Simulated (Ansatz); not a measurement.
**Ligand exchange: SnH3Br + KSH → SnH3(SH) + KBr**

Species: SnH3Br `[Br][SnH3]`, singlet; KSH `[SH][K]`, singlet; SnH3(SH), singlet; KBr, singlet. The partners trade Br for SH: Sn–Br and K–SH bonds give way to Sn–SH and K–Br.

Shapes, held fixed at every level: PBE0-D4/def2-TZVP. Programs: Ansatz 0.2.0. The zero-point and thermal change to 298 K, harmonic and unscaled (PBE0-D4/def2-TZVP), is +3.0 kJ/mol.

```json
{"level": "HF/def2-SVP", "kind": "Hartree–Fock", "ΔH(298 K) (kJ/mol)": "-72.6", "less CCSD(T)/def2-TZVPP": "-7.5"}
{"level": "SPW92/def2-TZVPP", "kind": "LDA", "ΔH(298 K) (kJ/mol)": "-60.2", "less CCSD(T)/def2-TZVPP": "+4.9"}
{"level": "PBE-D4/def2-TZVPP", "kind": "GGA", "ΔH(298 K) (kJ/mol)": "-58.8", "less CCSD(T)/def2-TZVPP": "+6.3"}
{"level": "wB97X-V/def2-TZVPP", "kind": "range-separated hybrid", "ΔH(298 K) (kJ/mol)": "-65.4", "less CCSD(T)/def2-TZVPP": "-0.3"}
{"level": "B2PLYP/def2-TZVPP", "kind": "double hybrid", "ΔH(298 K) (kJ/mol)": "-63.6", "less CCSD(T)/def2-TZVPP": "+1.5"}
{"level": "CCSD/def2-SVP", "kind": "coupled cluster or CI", "ΔH(298 K) (kJ/mol)": "-74.8", "less CCSD(T)/def2-TZVPP": "-9.7"}
{"level": "CCSD(T)/def2-TZVPP", "kind": "coupled cluster or CI", "ΔH(298 K) (kJ/mol)": "-65.1", "less CCSD(T)/def2-TZVPP": "0.0"}
```

The highest level, CCSD(T)/def2-TZVPP, gives ΔH(298 K) = -65.1 kJ/mol; the levels span -74.8 to -58.8. The column of differences is taken from that level and isn't an error. No measured value is set beside it here. For atoms past krypton def2 sets carry core potentials with scalar relativity. Relativity is left out for Br unless named. Correlated rows may include outer-core shells of Br, K, Sn, which these sets cover unevenly.

The exchange is exothermic at every level, and the small thermal term shows that the driving force is electronic. Potassium is bound mainly ionically to either partner, so it favours the group that better holds the negative charge. Bromine has a clearly higher electron affinity than the SH radical, whereas hydrosulfide is the stronger base and gains more from sharing its electron pair with tin. The exchange thus leaves the weaker base with the alkali cation and the stronger one in a polar covalent bond to tin.

The two double-zeta rows are the most exothermic, and Hartree–Fock and CCSD lie close together there. This suggests that the basis, probably through its uneven description of the anion-like ligands, matters more to their offset than the correlation treatment. Among the triple-zeta rows, LDA and the GGA give the least exothermic values, while the range-separated and double hybrids stay close to CCSD(T). The enthalpy for separate KSH and KBr molecules doesn't carry over to the salts, where lattice or solvation energies also enter the balance.
